**Fixed-volume c/a scan of stacked flat boron sheets: stress work and curve shape**

The table holds free energy changes and mean pressures of simple hexagonal boron (one atom, P6/mmm) at nine axial ratios, from plane-wave PAW LDA without spin in Ansatz 0.2.0, starting from an unrelaxed cell. The program checks the energies against the stresses through the identity dE/d ln r = V(P − σc), splits the work into in-plane and axial parts with the stress tensors of the same runs, and fits parabolas in ln r and r and a Morse curve in the B–B distance. In-plane work makes up 95 to 97 % of the energy at the ends of the scan, and the minimum lies at ratio 1.007, where the two stresses are equal. A Morse curve fitted from 0.92 upward holds within 0.35 meV and predicts row 0.85, but lies 6.8 meV too high at 0.8, where the in-plane tension grows more slowly.

Calculated values. Hexagonal boron (P6/mmm, one atom per cell, unrelaxed a = 1.702 Å, c = 3.635 Å) is strained along c at fixed volume in Ansatz 0.2.0, with scalar-relativistic, non-spin-polarised PAW LDA. The runs use a 420 eV plane-wave cutoff, a Γ-centred 36×36×14 k mesh and 0.15 eV Gaussian smearing. Energies are free energies relative to ratio 1, and positive pressure means compression.

## Numerical check

```python
# Table: free energy change (meV/atom) and mean pressure (GPa) of simple hexagonal B (stacked flat sheets)
# along a fixed-volume c/a scan; Ansatz 0.2.0, plane-wave PAW, LDA, no spin. Tested: dE/dln r = V(P - s_c),
# the in-plane/axial split of the work, and parabola (ln r, r) and Morse (B-B distance) shapes.
T = {
    'axial_ratio': [0.8, 0.85, 0.92, 0.96, 1.0, 1.05, 1.1, 1.2, 1.3],  # over its starting value
    'energy_change': [265.5, 151.3, 44.3, 12.6, 0.0, 9.5, 44.3, 179.9, 393.3],  # meV/atom
    'pressure': [-32.81, -27.68, -16.92, -10.1, -2.9, 6.41, 15.94, 35.38, 55.39],  # GPa
}
import numpy as np
from scipy.constants import e
from scipy.interpolate import CubicSpline
from scipy.optimize import curve_fit, brentq
r = np.array(T['axial_ratio'], float); E = np.array(T['energy_change'], float); P = np.array(T['pressure'], float)
# further outputs of the same runs: start cell (A), stresses (GPa, compression positive), zero-smearing energies (eV)
a0, c0 = 1.702, 3.635
sa = np.array([-50.68681, -42.70429, -25.35512, -14.73195, -3.621269, 10.58098, 24.90192, 53.96523, 83.77746])
sc = np.array([2.954902, 2.380932, -0.060461, -0.83547, -1.470762, -1.947094, -1.999563, -1.78865, -1.37936])
E0 = 1e3*np.array([0.26644, 0.15169, 0.044396, 0.012617, 0, 0.0095022, 0.044317, 0.1798, 0.39298])
V = np.sqrt(3)/2*a0**2*c0; u = V*1e-21/e*1e3      # meV per GPa
x = np.log(r); d = a0*r**(-1/3); c = c0*r**(2/3); n = len(r); i1 = int(np.argmin(abs(x)))
integ = lambda y: np.array([float(CubicSpline(x, y).integrate(0, xi)) for xi in x])
WP, Wa, Wc = u*integ(P), 2/3*u*integ(sa), -2/3*u*integ(sc)
print(f"V = {V:.3f} A^3; V x 1 GPa = {u:.2f} meV; table rounding 0.05 meV and 0.005 GPa")
print("ratio, ln r, B-B (A), c (A), c/a, s_a, s_c (GPa) | V*int P, in-plane work, axial work, sum - E (meV)")
for i in range(n):
    print(f"{r[i]:4.2f} {x[i]:+.4f} {d[i]:.3f} {c[i]:.3f} {c[i]/d[i]:.2f} {sa[i]:+7.2f} {sc[i]:+5.2f} | "
          f"{WP[i]:6.1f} {Wa[i]:6.1f} {Wc[i]:5.1f} {Wa[i]+Wc[i]-E[i]:+5.2f}")
for i in (0, n-1):
    print(f"ratio {r[i]}: B-B {100*(d[i]/a0-1):+.1f} %, c {100*(c[i]/c0-1):+.1f} %, in-plane share of work "
          f"{100*Wa[i]/(Wa[i]+Wc[i]):.1f} %, V*int P minus E {WP[i]-E[i]:+.1f} meV ({100*(WP[i]/E[i]-1):+.1f} %)")
g = CubicSpline(x, P-sc); xm = brentq(g, -0.04, 0.045); xp = brentq(CubicSpline(x, P), -0.04, 0.045)
K = u*float(g(xm, 1))
print(f"slope dE/dln r at ratio 1 from stress: {u*(P[i1]-sc[i1]):.1f} meV; curvature at minimum {K:.0f} meV")
print(f"minimum (s_a = s_c): ratio {np.exp(xm):.4f}, ln r {xm:.4f}, depth {u*float(g.integrate(0, xm)):.2f} meV, "
      f"P there {float(CubicSpline(x, P)(xm)):.2f} GPa; P = 0 at ratio {np.exp(xp):.4f}")
sl = 3*float(CubicSpline(x, sa)(xm, 1))
print(f"-d s_a/dln a along this path at minimum: {sl:.0f} GPa, times c = {sl*c0*np.exp(2*xm/3)*0.1:.0f} N/m")
j, k = int(np.argmin(abs(r-0.92))), int(np.argmin(abs(r-1.1)))
print(f"rows 0.92 and 1.1: midpoint in ln r {(x[j]+x[k])/2:.4f}; distances from minimum {xm-x[j]:.4f}, {x[k]-xm:.4f}")
def parab(t):
    A = np.c_[t, t**2/2]; p = np.linalg.lstsq(A, E, rcond=None)[0]; return A@p, p
fl, pl = parab(x); fr, pr = parab(r-1)
mo = lambda s, D, al, d0: D*((1-np.exp(-al*(s-d0)))**2 - (1-np.exp(-al*(a0-d0)))**2)
pa = curve_fit(mo, d, E, [7000, 1.6, 1.70], maxfev=20000)[0]
m = sc < 0
pb = curve_fit(mo, d[m], E[m], [7000, 1.6, 1.70], maxfev=20000)[0]
print(f"parabola in ln r: K {pl[1]:.0f} meV, min {np.exp(-pl[0]/pl[1]):.4f}; in r: K {pr[1]:.0f} meV, min {1-pr[0]/pr[1]:.4f}")
for nm, p in (("all rows", pa), ("rows with s_c < 0 (0.92 up)", pb)):
    print(f"Morse, {nm}: D {p[0]/1e3:.2f} eV, alpha {p[1]:.2f} 1/A, d0 {p[2]:.4f} A, 2D alpha^2 {2e-3*p[0]*p[1]**2:.1f} eV/A^2")
R = np.array([fl, fr, mo(d, *pa), mo(d, *pb)]) - E
h = 1e-4; slope = lambda t: (mo(a0*np.exp(-(t+h)/3), *pb) - mo(a0*np.exp(-(t-h)/3), *pb))/(2*h*u)
print("ratio, model - E (meV): parabola ln r, parabola r, Morse all, Morse 0.92 up | P - s_c, Morse 0.92 up (GPa)")
for i in range(n):
    print(f"{r[i]:4.2f} " + " ".join(f"{v:+7.2f}" for v in R[:, i]) + f" | {P[i]-sc[i]:+7.2f} {slope(x[i]):+7.2f}")
print("rms (meV), all rows: " + " ".join(f"{v:.2f}" for v in np.sqrt((R**2).mean(1))))
print("worst row of each:   " + " ".join(f"{r[i]:.2f}" for i in abs(R).argmax(1)))
f = lambda y: " ".join(f"{v:.0f}" for v in np.diff(y)/np.diff(x))
print("slopes per interval in ln r (GPa), low to high ratio")
print(" dP/dln r        : " + f(P)); print(" d(P - s_c)/dln r: " + f(P-sc)); print(" Morse 0.92 up   : " + f(slope(x)))
print(f"largest |P - (2 s_a + s_c)/3| {abs(P-(2*sa+sc)/3).max():.3f} GPa; largest smearing shift {abs(E0-E).max():.1f} meV")
assert np.all(np.diff(P) > 0) and np.sum(np.diff(np.sign(np.diff(E))) != 0) == 1
assert 0 < xm < xp < np.log(1.05)
assert abs(Wa+Wc-E).max() < 4 and Wa[0] > 5*abs(Wc[0]) and Wa[-1] > 5*abs(Wc[-1])
assert np.all(np.diff(np.diff(P)/np.diff(x)) > 0)
```

Printed output:

```
V = 9.119 A^3; V x 1 GPa = 56.92 meV; table rounding 0.05 meV and 0.005 GPa
ratio, ln r, B-B (A), c (A), c/a, s_a, s_c (GPa) | V*int P, in-plane work, axial work, sum - E (meV)
0.80 -0.2231 1.833 3.133 1.71  -50.69 +2.95 |  255.1  258.9   7.5 +0.84
0.85 -0.1625 1.797 3.262 1.82  -42.70 +2.38 |  149.8  150.2   0.9 -0.25
0.92 -0.0834 1.750 3.438 1.96  -25.36 -0.06 |   48.1   46.8  -2.6 -0.06
0.96 -0.0408 1.725 3.537 2.05  -14.73 -0.84 |   15.2   14.3  -1.8 -0.07
1.00 +0.0000 1.702 3.635 2.14   -3.62 -1.47 |    0.0    0.0  -0.0 +0.00
1.05 +0.0488 1.675 3.755 2.24  +10.58 -1.95 |    4.7    6.3   3.2 +0.04
1.10 +0.0953 1.649 3.873 2.35  +24.90 -2.00 |   34.2   37.5   6.8 -0.03
1.20 +0.1823 1.602 4.105 2.56  +53.97 -1.79 |  160.3  166.8  13.1 +0.01
1.30 +0.2624 1.559 4.330 2.78  +83.78 -1.38 |  366.3  375.2  17.9 -0.16
ratio 0.8: B-B +7.7 %, c -13.8 %, in-plane share of work 97.2 %, V*int P minus E -10.4 meV (-3.9 %)
ratio 1.3: B-B -8.4 %, c +19.1 %, in-plane share of work 95.4 %, V*int P minus E -27.0 meV (-6.9 %)
slope dE/dln r at ratio 1 from stress: -81.3 meV; curvature at minimum 11299 meV
minimum (s_a = s_c): ratio 1.0072, ln r 0.0072, depth -0.29 meV, P there -1.57 GPa; P = 0 at ratio 1.0157
-d s_a/dln a along this path at minimum: 854 GPa, times c = 312 N/m
rows 0.92 and 1.1: midpoint in ln r 0.0060; distances from minimum 0.0906, 0.0881
parabola in ln r: K 11118 meV, min 0.9990; in r: K 10511 meV, min 1.0214
Morse, all rows: D 10.08 eV, alpha 1.31 1/A, d0 1.6975 A, 2D alpha^2 34.5 eV/A^2
Morse, rows with s_c < 0 (0.92 up): D 12.07 eV, alpha 1.20 1/A, d0 1.6978 A, 2D alpha^2 34.8 eV/A^2
ratio, model - E (meV): parabola ln r, parabola r, Morse all, Morse 0.92 up | P - s_c, Morse 0.92 up (GPa)
0.80   +8.69  -10.18   +1.34   +6.83 |  -35.76  -39.74
0.85   -6.37   +0.77   -2.39   -0.08 |  -30.06  -30.34
0.92   -6.62   +7.37   -0.34   -0.06 |  -16.86  -16.95
0.96   -3.81   +4.83   -0.09   -0.12 |   -9.26   -9.22
1.00   +0.00   +0.00   +0.00   +0.00 |   -1.43   -1.46
1.05   +4.30   -7.63   -0.50   -0.18 |   +8.36   +8.26
1.10   +7.31  -14.29   -1.06   -0.35 |  +17.94  +17.97
1.20   +7.02  -14.76   -0.62   +0.30 |  +37.17  +37.31
1.30   -7.58  +12.08   +0.45   -0.08 |  +56.77  +56.42
rms (meV), all rows: 6.27 9.48 1.03 2.28
worst row of each:   0.80 1.20 0.85 0.80
slopes per interval in ln r (GPa), low to high ratio
 dP/dln r        : 85 136 160 176 191 205 223 250
 d(P - s_c)/dln r: 94 167 178 192 201 206 221 245
 Morse 0.92 up   : 155 169 182 190 199 209 222 239
largest |P - (2 s_a + s_c)/3| 0.005 GPa; largest smearing shift 0.9 meV
```
